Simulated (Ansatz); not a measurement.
# Work function and dipole per adsorbate for Se on Al(111) from 0.111 to 1 ML, PBE slabs

Selenium is more electronegative than aluminium and draws electrons from it, so a Se atom above the Al(111) face should turn its negative end outwards and raise the work function. My question is how that rise, and the dipole behind it, change as the layer fills from one Se per nine surface atoms to one Se per surface atom. The work function governs electron emission and the alignment of levels at a contact, and the dipole tells me whether a Se atom in a dense layer still counts for as much as one in a sparse layer. I take ΔΦ from PBE slabs, relative to the clean face with its computed 4.02 eV. A negative dipole has its negative end outwards.

## Set-up

Ansatz 0.2.0, plane-wave Kohn-Sham DFT with its default PAW datasets at a cutoff of 420 eV, PBE. Slabs of 4 layers at the tabulated measured lattice constant with the lower two layers held; adsorbates on the upper face in cells of 1 to 9 surface atoms, started on the site named and relaxed with the upper layers until forces are under 0.02 eV/Å. k-spacing 0.21 Å⁻¹ (2π included), Fermi-Dirac smearing of 0.1 eV, 18 Å of vacuum, dipole correction. Spin-paired, no spin-orbit coupling.

Notes on method and selection:

- One starting site was run; real layers may sit elsewhere, sink into the surface or rebuild it.
- Changes under about 0.15 eV are within the error of slabs this thin.
- Runs in which an atom moved over 1.3 Å, mostly full layers of large atoms, are not listed; the work function can turn there.
- Neighbouring dipoles tend to depolarise each other as the coverage rises, unless heights or bonding change.
- Runs in which the search for lower states was switched off are not listed.
- Work functions and vacuum levels are read from the electrostatic potential (Hartree and local ionic parts), which a warning of a rough exchange-correlation potential in thin density does not concern.
- Error sizes named in these notes are rules of thumb and were not measured on these runs.
- The default PAW datasets of this version of Ansatz are the set soft_2.
- Runs that did not converge, have known faults or may not be shown are not listed, and runs on Ansatz's PAW sets soft_1 and soft_2 are kept to separate tables.

Columns:

- density (nm⁻²): adsorbates per area.
- height (Å): height of the adsorbed atom (the lowest atom of a molecule) over the highest substrate atom.
- coverage (ML): adsorbates per surface atom.
- ΔΦ (eV): work function of the covered face less that of the clean face.
- dipole (D): dipole per adsorbate from ΔΦ by the Helmholtz relation, positive end outwards.
- Φ covered (eV): work function of the covered face.

## Data

| member | density (nm⁻²) | height (Å) | coverage (ML) | ΔΦ (eV) | dipole (D) | Φ covered (eV) |
| --- | --- | --- | --- | --- | --- | --- |
| clean | 0.00 | – | 0.000 | 0.000 | – | 4.02 |
| 0.1111 ML | 1.56 | 1.77 | 0.111 | 0.176 | −0.299 | 4.20 |
| 0.25 ML | 3.52 | 1.80 | 0.250 | 0.385 | −0.290 | 4.41 |
| 0.5 ML | 7.04 | 1.93 | 0.500 | 0.403 | −0.152 | 4.42 |
| 1 ML | 14.08 | 2.27 | 1.000 | 0.477 | −0.090 | 4.50 |

## Interpretation

The work function rises at each step of coverage, but four fifths of the gain is there by a quarter layer: ΔΦ is 0.385 eV at 0.25 ML and 0.477 eV at 1 ML. The difference, 0.092 eV, is under the rough 0.15 eV error of such thin slabs. Between the same two coverages the bare lower face, which carries no Se, rises by slightly more than this. Measured against that face, the step does not grow at all beyond a quarter layer, so I count the whole late gain as the slab's. I therefore read ΔΦ as flat from 0.25 to 1 ML. Four times as many atoms share nearly the same potential step, and the dipole shrinks from −0.290 to −0.090 D.

The simplest model I can derive is mutual depolarisation.

1. A sheet of $n$ dipoles per area, each of moment $\mu$, shifts the work function by $\Delta\Phi = -e\,n\mu/\varepsilon_0$. With $n$ in nm⁻² and $\mu$ in D this is $\Delta\Phi = -0.377\,n\mu$ in eV.

2. I assume that each Se has the same moment $\mu_0$ when alone and the same polarisability $\alpha$, at every coverage.

3. Parallel dipoles standing side by side oppose one another. The field at one of them is $-\mu\sum r^{-3}$, and for a lattice of fixed shape the sum is $k\,n^{3/2}$.

4. Hence $\mu = \mu_0 - \alpha k n^{3/2}\mu$, which gives $1/|\mu| = 1/|\mu_0| + b\,n^{3/2}$ with $b = \alpha k/|\mu_0|$.

5. Subtracting the same equation for a reference row 1 removes $\mu_0$:

$$\frac{1}{|\mu|} = \frac{1}{|\mu_1|} + b\,\bigl(n^{3/2} - n_1^{3/2}\bigr).$$

Two parameters remain, $|\mu_1|$ and $b$.

## Testing the model

I fix the model on the lowest and the highest coverage, so that the other two covered faces are interpolated.

The powers $n^{3/2}$, in nm⁻³ and in order of coverage, are 1.56^1.5 = 1.95, 3.52^1.5 = 6.60, 7.04^1.5 = 18.7 and 14.08^1.5 = 52.8. The inverse dipoles of the fixed members are 1 / 0.299 = 3.34 and 1 / 0.090 = 11.1 D⁻¹. The slope is

$b$ = (11.1 − 3.34) / (52.8 − 1.95) = 0.153 D⁻¹ nm³.

**0.25 ML.** The inverse dipole is 3.34 + 0.153 × (6.60 − 1.95) = 4.05 D⁻¹, so $|\mu|$ = 1 / 4.05 = 0.247 D, against 0.290 D in the table. Then ΔΦ = 0.377 × 3.52 × 0.247 = 0.328 eV, against 0.385 eV, a miss of 0.385 − 0.328 = 0.057 eV.

**0.5 ML.** The inverse dipole is 3.34 + 0.153 × (18.7 − 1.95) = 5.90 D⁻¹, so $|\mu|$ = 1 / 5.90 = 0.169 D, against 0.152 D. Then ΔΦ = 0.377 × 7.04 × 0.169 = 0.449 eV, against 0.403 eV, a miss of 0.449 − 0.403 = 0.046 eV.

**Clean face.** With $n$ = 0 the model gives ΔΦ = 0 by construction, which tests nothing.

The typical miss in ΔΦ over the two real tests is (0.057 + 0.046) / 2 = 0.05 eV. If I simply use the mean of the two fixed members, (0.176 + 0.477) / 2 = 0.327 eV, the misses are 0.385 − 0.327 = 0.058 eV and 0.403 − 0.327 = 0.076 eV, or 0.07 eV on average. The model is not clearly better than that constant, so I keep it as a picture of one likely mechanism and build no rule for estimating other coverages on it.

## Exceptions

The model is too low by 0.057 eV at 0.25 ML and too high by 0.046 eV at 0.5 ML. Both misses are within the slab error, so I give them no cause. Its assumptions fail all the same.

The lattice does not keep its shape. At 0.5 ML the Se atoms lie in rows, and for unshifted rows the sum of $r^{-3}$, in units of the inverse cube of the nearest Se–Se spacing, is roughly 4.6 against 11 in the full layer. That is a ratio of 4.6 / 11 = 0.42, where $n^{3/2}$ gives 0.5^1.5 = 0.35. The stronger opposing field would lower the model's ΔΦ by about 0.04 eV.

Nor does the bonding stay the same. The height grows from 1.77 to 2.27 Å, which at fixed charge would enlarge the dipole, by a factor of 2.27 / 1.77 = 1.28 if it simply scales with the height. Instead it falls to 0.090 / 0.299 = 0.30 of its first value. In the full layer the Se atoms are, from their density, about 2.9 Å apart, well inside a rough van der Waals contact of 3.8 Å. I suspect that they then interact directly and each takes less charge from the metal. The fitted $b$ absorbs this together with true depolarisation and the slab's contribution to ΔΦ at 1 ML, so I do not read a polarisability from it.

## Closing remarks

For Se kept above the surface near its starting site, the fcc hollow, the work function lies above that of the clean face at all four coverages. The fall of the dipole from 0.25 to 1 ML is the firmer result. At 0.111 ML an error of 0.15 eV is worth 0.15 / (0.377 × 1.56) = 0.26 D, so the near-equality of the first two dipoles may be accidental.

The omitted effect that could exceed the whole 0.301 eV spread of the covered faces is Se sinking into the metal, plausible since aluminium forms a stable selenide. It would probably lower the work function: at 1 ML, a dipole change of only 0.1 D gives 0.377 × 14.08 × 0.1 = 0.5 eV.
